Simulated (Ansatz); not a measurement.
# How basis sets differ on AlCl (aluminium monochloride)

AlCl, singlet, SMILES `[Al][Cl]`. Each level relaxes the structure for itself.

Quantity: the equilibrium bond length, in Å. The values are calculated.

Measured value to compare with: Huber and Herzberg, Constants of Diatomic Molecules gives the equilibrium bond length of the gas as 2.130 Å.

| level | kind | program | value (Å) | computed − measured |
| --- | --- | --- | --- | --- |
| CCSD(T)/cc-pVDZ | coupled cluster or CI | Ansatz | 2.183 | +0.053 |
| CCSD(T)/aug-cc-pVDZ | coupled cluster or CI | Ansatz | 2.210 | +0.080 |
| CCSD(T)/jun-cc-pV(D+d)Z | coupled cluster or CI | Ansatz | 2.167 | +0.037 |
| CCSD(T)/cc-pVTZ | coupled cluster or CI | Ansatz | 2.154 | +0.024 |
| CCSD(T)/def2-TZVP | coupled cluster or CI | Ansatz | 2.147 | +0.017 |
| CCSD(T)/jun-cc-pV(T+d)Z | coupled cluster or CI | Ansatz | 2.151 | +0.021 |
| CCSD(T)/aug-cc-pVTZ | coupled cluster or CI | Ansatz | 2.160 | +0.030 |

Nearest: CCSD(T)/def2-TZVP (+0.017 Å); farthest: CCSD(T)/aug-cc-pVDZ (+0.080 Å).

Every level makes the bond too long, but all the triple-zeta values lie closer to experiment than any double-zeta value. The bond is strongly polar, with electron density drawn towards chlorine and the aluminium 3s lone pair polarised away from it. Describing this distortion and the angular correlation of the valence pairs requires flexible polarisation functions, which the double-zeta sets lack.

Diffuse functions alone do not cure the deficiency: going from cc-pVDZ to aug-cc-pVDZ lengthens the bond from 2.183 to 2.210 Å, and the same change at triple-zeta level is much smaller. The shorter bonds with the (D+d) and (T+d) sets than with their aug counterparts suggest that tight d functions matter, although the diffuse space changes as well. They improve the polarisation of the inner valence region in second-row atoms.

The closest agreement, from def2-TZVP, probably reflects some error compensation and does not establish it as the most complete basis. The remaining excess length cannot be divided between basis incompleteness and missing core-valence correlation from these values.
